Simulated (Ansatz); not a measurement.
## Sn: energy above lowest point against volume scale

Results calculated with Ansatz 0.2.0, not measured. Free energy against uniform scaling of the volume at fixed shape and fractions; periodic cell, basis, potentials, k mesh and filling as listed.

The cell before it is scaled or strained (space group Fd-3m, No. 227):
```
CELL_PARAMETERS angstrom
0.00000 3.23330 3.23330
3.23330 0.00000 3.23330
3.23330 3.23330 0.00000
ATOMIC_POSITIONS crystal
Sn 0.00000 0.00000 0.00000
Sn 0.25000 0.25000 0.25000
```

Settings of every row: functional PBEsol; dispersion none; potentials PAW; wave cutoff 500 eV; density cutoff 2000 eV; k mesh 7x7x7; k shift 0x0x0; occupations gaussian; smearing width 0.1 eV; spin none.

Limits: coarse k mesh, up to 40 meV an atom off.

```
row  volume scale  V (Å³/atom)  energy above lowest point (meV/atom)
  1           0.9       30.421                                 100.5
  2         0.925       31.267                                  63.1
  3          0.95       32.112                                  35.5
  4         0.975       32.957                                     ?
  5             1       33.802                                     5
  6         1.025       34.647                                     0
  7          1.05       35.492                                   0.6
  8         1.075       36.337                                     6
  9           1.1       37.182                                  15.5
```

Question: what energy above lowest point should row 4 give?

Worked fit of energy above lowest point. Take u = (V_r/V)^(2/3) − 1 with V_r = 34.224 Å³ an atom, which is twice the finite (Eulerian) strain; such expansions in the strain, on which the Birch-Murnaghan equation of state is built, carry the rest volume and the bulk modulus. The shown rows have u = 0.0817, 0.06209, 0.04338, 0.00831, -0.00816, -0.02396, -0.03915, -0.05377. Least squares give energy above lowest point = 1.8 + 305.1 × u + 10679 × u² + 4641 × u³ meV/atom; a parabola predicts inner rows, each left out in turn, worse (root mean square 0.36 against 0.083 meV/atom). The rows lie off it by 0.0, 0.1, 0.0, -0.1, 0.0, 0.0, 0.1, 0.0. Its lowest point lies at u = -0.0144, or V = 34.98 Å³ an atom, and the curvature there gives the bulk modulus at fixed shape and fractions, B = (4/9)(1 + u)² E″(u)/V = 41.4 GPa. The withheld row has u = 0.02547, so the fit gives 1.8 + 305.1 × (0.02547) + 10679 × (0.02547)² + 4641 × (0.02547)³ = 16.6 meV/atom.

The calculation gave 16.5 meV/atom. The fit lies 0.1 meV/atom (0.1 % of the column's range) above it, one unit of the last digit.
